**Why does (T) make my Pt ionisation energy worse, when CCSD already looks fine?**

These are errors in the vertical Pt → Pt⁺ gap (triplet to doublet) for a ladder of wavefunction methods, all taken against CCSDTQ in the same basis.

Vertical ionisation gap of the Pt atom, neutral triplet to Pt⁺ doublet, computed with Ansatz 0.2.0 and the in-house AFQMC program afq 1. All runs use the def2-SVP basis with the def2 core potential, UHF determinants for both states and frozen 5s5p cores. "ph" marks phaseless AFQMC; "released" means that its constraint is let go.

```
         level  this level less the reference (CCSDTQ, same basis) (meV)  statistical noise, one standard error (meV)
            HF                                                    -903.0                                        0.000
           MP2                                                     188.0                                        0.000
          CCSD                                                      25.0                                        0.000
       CCSD(T)                                                      31.0                                        0.000
         CCSDT                                                      -2.0                                        0.000
      CCSDT(Q)                                                      -1.0                                        0.000
 ph-AFQMC/CISD                                                       4.0                                        3.000
released AFQMC                                                       1.0                                        8.000
```

HF is 903 meV low, MP2 jumps to 188 meV high, CCSD lands at +25 meV, and CCSD(T) moves slightly away again. I took the ladder to recover a little more correlation at each rung and so to creep up on the answer from below. Is CCSD simply good for this atom, or is the open-shell neutral causing trouble, as the spin-contamination warning suggests?

**Answer**

A gap is a difference, so its error hides two errors. Let $\delta_0$ and $\delta_+$ be the total-energy errors of neutral and cation against CCSDTQ. The error column of the table is then

$$\Delta = \delta_+ - \delta_0 .$$

The same calculation gives the neutral totals, so $\delta_+ = \Delta + \delta_0$ follows by addition, provided those neutral energies are the ones that entered the gaps. This split is an identity and tests nothing by itself, but each explanation is a limiting case of it, and the limits can be tested. The analysis printed below lists this split for every row except the released walk.

*Why HF is low.* HF omits the correlation energy $E_c$, and the ion has fewer electrons to correlate, so $\Delta_{\rm HF} = E_c(\text{neutral}) - E_c(\text{cation})$ is negative. The two values are $-5474$ and $-4571$ meV, a ratio of 0.835. If correlation scaled with the number of correlated electrons, ten against nine, the ratio would be 0.9.

If it scaled instead with the number of pairs, the ratio would be $36/45 = 0.8$. The calculation falls between these two limits, which accounts for the sign and rough size of the HF error. The electron count is 39 % short of the tabulated HF error and the pair count 21 % over it. Neither count knows whether a diffuse 6s or a compact 5d electron leaves, so no more should be asked of them.

*First explanation: every level recovers the same share in both states.* This is the picture in the question, and it is the tempting one. If a level recovers a fraction $f$ of $E_c$ in both states, then $\delta_0 = (1-f)\,|E_c(\text{neutral})|$ and $\Delta = (1-f)\,\Delta_{\rm HF}$. Eliminating $f$ gives

$$\Delta = \frac{\Delta_{\rm HF}}{|E_c(\text{neutral})|}\,\delta_0 = \frac{-903}{5474}\,\delta_0 = -0.165\,\delta_0 .$$

The HF row sets the slope and is therefore no test; all other rows are predictions.

For CCSD the neutral lies 106 meV above the reference, so the model gives $-0.165 \times 106 = -17$ meV, while the table has $+25$ meV. The sign is wrong as well for MP2 and CCSD(T), undecided for phaseless AFQMC, whose gap error is not resolved from zero, and right only for CCSDT and CCSDT(Q), where the errors are hardly larger than the 1 meV rounding. Freeing the slope and fitting the six correlated levels whose neutral energy is used doesn't rescue it: MP2 remains off by its whole error. The shares are in fact similar, but with a correlation energy near 5 eV a mismatch of one per cent is already some 50 meV, larger than the CCSD gap error. The picture fails because it needs the shares equal to a precision that no low rung has.

*Second explanation: the neutral is the hard state.* In this limit the cation is exact and $\Delta = -\delta_0$. CCSD would then be 106 meV low, and MP2 would be almost exact; the table shows neither. The neutral also looks benign in its own diagnostics: $\langle S^2\rangle = 2.003$ against an ideal 2, a $T_1$ diagnostic of 0.013, and a UHF solution that is a stable minimum. The contamination warning therefore doesn't describe this determinant in any serious sense.

This limit does hold elsewhere, which makes a useful contrast. For an atom with two correlated electrons outside a frozen core, such as an alkaline earth, the cation has one electron and HF is exact for it within the basis. There $\Delta = -\delta_0$ at every level, CCSD is exact for the gap, and triples have nothing to do. Pt⁺ keeps nine correlated electrons, all or most of them 5d, so it has a correlation problem of its own, of almost the size of the neutral's.

*Third explanation: the two states converge at different rates, the cation more slowly, and the errors partly cancel.* Its limits are equal errors, where $\Delta = 0$ however poor the level, and an exact neutral, where $\Delta = \delta_+$. CCSD sits near the first limit: its $+25$ meV is what remains of 131 meV in the cation less 106 meV in the neutral. MP2 sits at the second, with the neutral 1 meV from the reference and the whole error in the cation. That agreement in the neutral is accidental, since going from MP2 to CCSD raises the neutral's energy and triples must then bring it down again by about as much.

The (T) puzzle resolves in the same way. The correction improves both total energies by more than 90 meV, so it is doing its job, but it favours the neutral slightly and the gap moves 6 meV the wrong way. Measured against the full triples step from CCSD to CCSDT, (T) captures 98 % in the neutral and 73 % in the cation. Iterating the triples collects the rest, almost all of it in the cation, and the gap falls into place.

The cation's full triples contribution is 1.27 times the neutral's although it has one electron fewer, the opposite of what any electron or pair count gives. The numbers thus show where the trouble lies: the cation has the larger error at MP2, CCSD and CCSD(T), and it catches up only when the triples are iterated. For the shortfall of (T), theory offers a likely reason. MP2 and (T) are in the main sums of squared couplings over orbital-energy denominators, evaluated once on top of a single determinant (for (T) with the converged CCSD amplitudes), so both lean on that determinant being a good start and on the denominators resembling the true excitation energies. CCSD has no such step, and its error in the cation is mostly the triples it leaves out. Iterated amplitudes adjust to each other and depend much less on the start. At CCSDT and CCSDT(Q) the cation's error is no larger than the neutral's.

Why the cation is the poorer start is a guess. An unrestricted doublet can mix with a quartet, which is known to slow perturbation series and could be the origin of the warning; close-lying 5d and 6s configurations are another candidate. The neutral's determinant is clean, so the cation's is the likelier source of the warning, but neither the spin purity nor the configuration of the cation was checked here. That check comes first: with a strongly contaminated start, the slow convergence could belong to the chosen determinant and not to Pt⁺ as such. The neutral's symmetry occupations fit 5d⁹6s¹, the established ground configuration, but also 5d⁸6s², so even the character of the removed electron is not settled by these runs.

*Which rungs are near the reference.* CCSDT and CCSDT(Q) are close in the gap and in each state separately, within 6 meV, and the step between their gap errors is the size of the rounding. Phaseless AFQMC with a CISD trial gives $4 \pm 3$ meV, the noise being one standard error that excludes the bias of the constraint. That bias is visible in the neutral, 13 meV with a noise of about 2 meV, so this row also profits from cancellation.

The released walk, at $1 \pm 8$ meV, is not resolved from zero or from the phaseless value, and neither can be ranked against CCSDT. Free projection puts the neutral $1.4 \pm 1.4$ meV from CCSDTQ, which supports the reference for that state only; any remainder of the starting state is not included in that noise. All of this is one atom in a small basis, with 5s5p frozen, scalar relativity carried by the core potential and no spin-orbit coupling, which is large in platinum. The reference of 8.482 eV is thus a target for the methods and not a prediction of the measured ionisation energy.

The analysis program printed:

```
Reference gap 8.482 eV; gap errors rounded to 1 meV (+-0.5, also in cation values)
HF gap 7.579 eV, error -10.6 % of the gap
Correlation energy: neutral -5474, cation -4571 meV, ratio 0.835
  count per electron 9/10: HF gap error -547 meV, table -903, ratio 0.61
  count per pair 36/45: HF gap error -1095 meV, table -903, ratio 1.21
  spin-resolved pairs: MP2 minus HF gap 1054 meV, table 1091, off -3.4 %
Model A: gap error = -0.1650 x neutral error (set by HF). Model B: = -neutral error
level            gap  neutral   cation | A pred  resid | B pred  resid (meV)
HF              -903   5473.6   4570.6 | -903.0    0.0 |-5473.6 4570.6
MP2              188      1.0    189.0 |   -0.2  188.2 |   -1.0  189.0
CCSD              25    106.0    131.0 |  -17.5   42.5 | -106.0  131.0
CCSD(T)           31      7.4     38.4 |   -1.2   32.2 |   -7.4   38.4
CCSDT             -2      5.5      3.5 |   -0.9   -1.1 |   -5.5    3.5
CCSDT(Q)          -1      0.9     -0.1 |   -0.2   -0.8 |   -0.9   -0.1
ph-AFQMC/CISD      4     13.4     17.4 |   -2.2    6.2 |  -13.4   17.4
Free slope, six correlated levels: +0.27, rms 78 meV, worst MP2 +188
Free slope, same without MP2: +0.25, rms 13 meV, worst CCSD(T) +29
  that second slope on MP2: predicted 0.3, table 188 meV
Share of correlation energy recovered (%): neutral, cation
  MP2             99.98  95.86
  CCSD            98.06  97.13
  CCSD(T)         99.87  99.16
  CCSDT           99.90  99.92
  CCSDT(Q)        99.98 100.00
  ph-AFQMC/CISD   99.75  99.62
Steps (meV): neutral, cation, gap
  MP2 -> CCSD: +105.0, -58.0, -163
  CCSD -> CCSD(T): -98.6, -92.6, +6
  CCSD -> CCSDT: -100.5, -127.5, -27
  CCSD(T) -> CCSDT: -1.9, -34.9, -33
  CCSDT -> CCSDT(Q): -4.6, -3.6, +1
  CCSDT -> CCSDTQ: -5.5, -3.5, +2
(T) as share of full triples: neutral 98 %, cation 73 %
Full triples cation/neutral 1.27; share of correlation 1.8 %, 2.8 %
CCSD gap error / cation error 19 %
ph-AFQMC/CISD: 4 +- 3 meV, 1.3 standard errors from zero
released AFQMC: 1 +- 8 meV, 0.1 standard errors from zero
  their difference 3 +- 9 meV; released walk not split by state
  phaseless CISD: neutral 13.4 +- 2.1, cation 17 +- about 2 meV
Neutral only: free projection +1.4 +- 1.4, HF trial +68 +- 17 meV
```
